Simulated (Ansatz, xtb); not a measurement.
Ligand exchange: SiH3Br + CHClF2 → SiH3Cl + CHBrF2

Species: SiH3Br `[SiH3]Br`, singlet; CHClF2 (difluorochloromethane) `FC(F)Cl`, singlet; SiH3Cl (chlorosilane) `[SiH3]Cl`, singlet; CHBrF2 (bromodifluoromethane) `FC(F)Br`, singlet. The partners trade Br for Cl: Si–Br and C–Cl bonds give way to Si–Cl and C–Br.

Shapes, held fixed at every level: PBE0-D4/def2-TZVP. Programs: Ansatz 0.2.0, xtb 6.7.1. The zero-point and thermal change to 298 K, harmonic and unscaled (PBE0-D4/def2-TZVP), is -0.2 kJ/mol.

```
               level                    kind  ΔH(298 K) (kJ/mol)  less CCSD(T)/def2-TZVPP  CPU time (sum over the molecules)
            GFN0-xTB          semi-empirical                -8.7                     -7.8                             0.17 s
         HF/def2-SVP            Hartree–Fock                +8.2                     +9.1                                  –
r2SCAN-D4/def2-TZVPP                meta-GGA                -0.8                     +0.1                               30 s
  PBE0-D4/def2-TZVPP           global hybrid                +1.7                     +2.6                               14 s
  wB97M-V/def2-TZVPP  range-separated hybrid                +0.5                     +1.4                               58 s
  wB97X-V/def2-TZVPP  range-separated hybrid                +0.8                     +1.7                               39 s
   B2PLYP/def2-TZVPP           double hybrid                -1.6                     -0.7                               25 s
      MP2/def2-TZVPP     perturbation theory                -1.3                     -0.4                                  –
  CCSD(T)/def2-TZVPP   coupled cluster or CI                -0.9                      0.0                            1.7 min
```

The highest level, CCSD(T)/def2-TZVPP, gives ΔH(298 K) = -0.9 kJ/mol; the levels span -8.7 to +8.2. That is about zero within the method's error. They disagree on the sign: 4 of 9 are positive. The column of differences is taken from that level and isn't an error. No measured value is set beside it here. Relativity is left out for Br unless named. Correlated rows may include outer-core shells of Br, which these sets cover unevenly. Times are processor times on shared x86 and Arm servers, and rough.

The exchange is close to thermoneutral: silicon's preference for chlorine over bromine is almost matched by that of the difluoromethyl carbon. Both halogens form stronger bonds to either centre when the halogen is chlorine, whose more compact valence orbitals overlap better and whose higher electronegativity adds ionic character. Electropositive silicon should gain more from that polarity, but the two fluorines also leave the carbon electron-poor, which probably helps to offset the advantage. With one bond of each type on both sides, much of the remaining bonding energy cancels.

MP2 lies only 0.4 kJ/mol below CCSD(T), suggesting that correlation beyond second order largely cancels too. The large positive Hartree–Fock value can't be assigned to missing correlation alone, since its basis is also smaller. The calculations support a small difference between the two halogen preferences, but not a firm ordering of them. Nor does near-thermoneutrality imply easy exchange, as the barrier to breaking and remaking the bonds is a separate matter.
